Dear colleague,

The pseudospin of octahedral Co$^{2+}$, with its isotropic $g$ near 13/3, rests on one assumption that CsCoCl$_3$ does not satisfy: that the low-symmetry crystal field is small against the spin-orbit coupling.

**Where the assumption enters**

Within the $^4T_1$ ground term the orbital momentum acts as $\mathbf L=-\kappa\,\mathbf l$, with $l=1$ and $\kappa=\alpha k$. Here $\alpha$ runs from 3/2 (weak field) to 1 (strong field), and $k$ is the orbital reduction factor, which I use in the spin-orbit and Zeeman terms alike. With $\lambda<0$, $A=\kappa|\lambda|$, $S=3/2$, $g_e=2$ and $z$ along the threefold axis,

$$H=A\,\mathbf l\cdot\mathbf S-D\left(l_z^2-\tfrac23\right),\qquad H_Z=\mu_B\mathbf B\cdot(2\mathbf S-\kappa\,\mathbf l),\qquad x=D/A .$$

Only $M=l_z+S_z$ is conserved. In the $M=1/2$ basis $|l_z,S_z\rangle=|{-1},\tfrac32\rangle,|0,\tfrac12\rangle,|1,-\tfrac12\rangle$,

$$\frac HA+\frac x3=\begin{pmatrix}-3/2&\sqrt{3/2}&0\\ \sqrt{3/2}&x&\sqrt2\\0&\sqrt2&-1/2\end{pmatrix}.$$

Let the lowest eigenvector be $(a,b,c)$. Its Kramers partner has the same amplitudes on $|1,-\tfrac32\rangle,|0,-\tfrac12\rangle,|{-1},\tfrac12\rangle$. Projecting on the pseudospin $s=1/2$ by $S_\mu=p_\mu s_\mu$ and $l_\mu=q_\mu s_\mu$ gives

$$p_\parallel=3a^2+b^2-c^2,\quad q_\parallel=1-p_\parallel,\quad p_\perp=2b^2+2\sqrt3\,ac,\quad q_\perp=2\sqrt2\,bc,\quad g_\mu=2p_\mu-\kappa q_\mu .$$

The assumption is $x=0$. Then $j$ is a good quantum number, the eigenvalues are $-5/2,-1,3/2$ for $j=1/2,3/2,5/2$, and the ground vector is $(1/\sqrt2,-1/\sqrt3,1/\sqrt6)$. So $p=5/3$, $q=-2/3$, $g_0=(10+2\kappa)/3$, and the gap is $\tfrac32A$. The value 13/3, and the sum $g_x+g_y+g_z=13$, need $\kappa=3/2$ as well. In general the cubic sum is $10+2\kappa$.

**First correction**

Up to a constant the perturbation is $xP_0$, with $P_0$ the projector on $l_z=0$. It admixes $j=3/2$ and $j=5/2$, but the vector operator $S_z$ connects $j=1/2$ only to $j=3/2$, whose vector is $(\sqrt6,1,-2\sqrt2)/\sqrt{15}$. The admixture and the matrix element are

$$\eta=\frac{x\,(1/\sqrt{15})(-1/\sqrt3)}{-3/2}=\frac{2x}{9\sqrt5},\qquad\langle\tfrac32|S_z|\tfrac12\rangle=\frac{\sqrt5}{3},$$

and since $p_\parallel=2\langle S_z\rangle$, $\delta p_\parallel=4\eta\sqrt5/3=8x/27$. A change linear in a traceless axial tensor is itself traceless, so $\delta p_\perp=-4x/27$, and $\mathbf j=\mathbf s$ still holds at this order, so $\delta q_\mu=-\delta p_\mu$. This is the whole content of the sum rule: it survives first order. The quartet splits at the same order, to $\tfrac32A\mp\tfrac4{15}D$ above the ground doublet for $|M|=\tfrac12,\tfrac32$.

To see the rule break, solve the matrix parametrically, in the manner of Abragam and Pryce (1951). Write the lowest eigenvalue as $-\tfrac32-y$, $y>0$. The first and third rows give $(a,b,c)\propto(\sqrt{3/2}/y,\,-1,\,\sqrt2/(y+1))$, and the second row gives

$$x=\frac3{2y}+\frac2{y+1}-y-\frac32,\qquad N=\frac3{2y^2}+1+\frac2{(y+1)^2}=-\frac{dx}{dy},$$

$$p_\parallel=\frac1N\left[\frac9{2y^2}+1-\frac2{(y+1)^2}\right],\quad p_\perp=\frac1N\left[2+\frac6{y(y+1)}\right],\quad q_\perp=-\frac{4}{(y+1)N}.$$

The cubic point is $y=1$. Inverting, $y=1-x/3+7x^2/108+\dots$, and

$$p_\parallel=\tfrac53+\tfrac{8x}{27}+\tfrac{x^2}{81},\qquad p_\perp=\tfrac53-\tfrac{4x}{27}-\tfrac{13x^2}{648},\qquad q_\perp=-\tfrac23+\tfrac{4x}{27}+\tfrac{5x^2}{324},$$

$$g_\parallel=g_0+(2+\kappa)\left(\tfrac{8x}{27}+\tfrac{x^2}{81}\right),\qquad g_\perp=g_0-(2+\kappa)\tfrac{4x}{27}-\tfrac{13+5\kappa}{324}x^2,$$

$$g_\parallel+2g_\perp=10+2\kappa-\frac{3+\kappa}{54}\,x^2+O(x^3).$$

The leading correction to the sum is negative for either sign of $D$.

Fe$^{2+}$ is more exposed. For $^5T_2$ ($\mathbf L=-k\mathbf l$, $S=2$, $j=1$) the projections $p=3/2$, $q=-1/2$ give $g=3+k/2$. But the triplet is no Kramers doublet: $\langle l_z^2\rangle$ is $7/10$ for $M=\pm1$ and $3/5$ for $M=0$, so the same field splits it at first order, by $-\tfrac D{10}(s_z^2-\tfrac23)$.

**Size in CsCoCl$_3$**

The Co$^{2+}$ ions sit in face-sharing chloride octahedra that form Ising-like chains along $c$. I assume $\alpha=1.4$, $k=0.85$ and $\lambda=-180$ cm$^{-1}$, so $\kappa=1.19$, $A=214$ cm$^{-1}$ and the cubic gap is 321 cm$^{-1}$. To fix $D$, suppose the exchange is isotropic in the true spins. Projection then gives $2J\sum_i[s^z_is^z_{i+1}+\epsilon(s^x_is^x_{i+1}+s^y_is^y_{i+1})]$ with $\epsilon=(p_\perp/p_\parallel)^2$. I chose $y=1/3$ to reproduce the typical $\epsilon$ of about 0.15 for this chain. It gives $\epsilon=0.147$, $x=25/6=4.17$ and $D\approx8.9\times10^2$ cm$^{-1}$. Since $D$ was fitted to it, $\epsilon$ tests nothing, and all numbers below are the model's. The weights $a^2,b^2,c^2$ move from $1/2,1/3,1/6$ to 0.864, 0.064, 0.072.

| order in $x$ | $p_\parallel$ | $p_\perp$ | $g_\parallel$ | $g_\perp$ | $g_\parallel+2g_\perp$ |
|---|---|---|---|---|---|
| zeroth | 1.67 | 1.67 | 4.13 | 4.13 | 12.38 |
| first | 2.90 | 1.05 | 8.06 | 2.16 | 12.38 |
| second | 3.12 | 0.70 | 8.75 | 1.14 | 11.03 |
| all | 2.58 | 0.99 | 7.05 | 2.21 | 11.48 |

The second decimal serves only to compare the rows. The first correction to $g_\parallel$, 3.94, is nearly as large as $g_0$. Second order is worse than first for both $g$ values and passes the ceiling $p_\parallel=3$, $g_\parallel=6+2\kappa=8.38$ of a pure $|{-1},\tfrac32\rangle$ state. This is no accident: $y(x)$ has its branch points where $N=0$, two complex pairs at $|x|=3.71$ and 4.04. The ground branch is not a polynomial in $x$, so it must meet at least one pair, and the series diverges at 4.17. The sum behaves better than its parts. It falls by 0.90, against 1.35 from the $x^2$ term. The other two eigenvalues are $2\pm\sqrt{31}/2$, so the first excited doublet ($|M|=\tfrac12$) lies at $1.05A=225$ cm$^{-1}$ and not at 321 cm$^{-1}$.

**Neglected terms that compete**

None of them rivals the shift of 2.9 in $g_\parallel$, but they do rival the deficit of 0.90. I assume $\Delta=6000$ cm$^{-1}$ for the $^4T_2$–$^4T_1$ interval.

First, the cross term of $k\lambda\mathbf L\cdot\mathbf S$ and $\mu_Bk\mathbf B\cdot\mathbf L$ through $^4T_2$, where $\mathbf L$ is now the unreduced $L=3$ operator of $^4F$. With $Q$ the projector on $^4T_2$ and cube axes, $L_zQL_z=\tfrac{15}4l_z^2$ and $L_zQL_x+L_xQL_z=-\tfrac{15}4\{l_z,l_x\}$ on $^4T_1$, likewise for $y$. Then $\sum_\mu S_\mu(L_zQL_\mu+L_\mu QL_z)$ has expectation $15/4$ in the $M=\tfrac12$ state of the cubic doublet, and $\delta g=15k^2|\lambda|/2\Delta=0.16$. That adds 0.49 to the sum in the cubic weak-field limit, about half the deficit and of opposite sign.

Second, the trigonal field also mixes $^4T_2$ into $^4T_1$ and makes $\alpha$ anisotropic, at relative order $D/\Delta=0.15$ if its matrix elements to $^4T_2$ are of the size of $D$. The orbital part of $g_\parallel$ is $-\kappa q_\parallel=1.88$, so a few tenths are at stake.

Third, exchange reaches the lowered excited doublet. For a typical $2J\approx100$ cm$^{-1}$ the true-spin coupling is $2J/p_\parallel^2$, and two aligned neighbours with $|\langle S_z\rangle|=p_\parallel/2$ exert a field $2J/p_\parallel=38.7$ cm$^{-1}$ on $S_z$. The matrix element of $S_z$ to the first excited doublet is 0.546, so the first-order admixture is $38.7\times0.546/225=0.094$, which would raise $\langle S_z\rangle=1.29$ by $2\times0.094\times0.546=0.10$. The excited state of the same $M$ has $\langle S_z\rangle=-0.26$, so the field also widens the gap by 60 cm$^{-1}$, and diagonalising the matrix with the field included gives a rise of 0.07, or 6 per cent. An $\epsilon$ read from a chain spectrum carries this mixing and any anisotropy of the true exchange, so my $D$ is an estimate.

**The same ion in sapphire**

Co$^{2+}$ on the trigonal Al site of $\alpha$-Al$_2$O$_3$, the substrate crystal, has the other sign of $D$. I assume $\kappa=1.35$ and chose $y=2$, $x=-25/12=-2.08$, so that $g_\parallel$ falls in the range 2 to 3 typical for this centre. The model gives $g_\parallel=2.64$, $g_\perp=4.88$ and a sum of 12.41 against the cubic 12.70. Here $x$ lies inside both branch points, and the $x^2$ term, 0.35, is close to the full deficit of 0.29.

For your CsCoCl$_3$ data, fit $y$ and $\kappa$ with the parametric formulas and leave the series aside. The model points to $S_z\approx2.6\,s_z$, $S_{x,y}\approx1.0\,s_{x,y}$, $g_\parallel\approx7$ and $g_\perp\approx2.2$, each $g$ uncertain by some tenths. A sum that departs from 13 contains covalency, the trigonal deficit and the $^4T_2$ term together, so it cannot fix $k$ alone.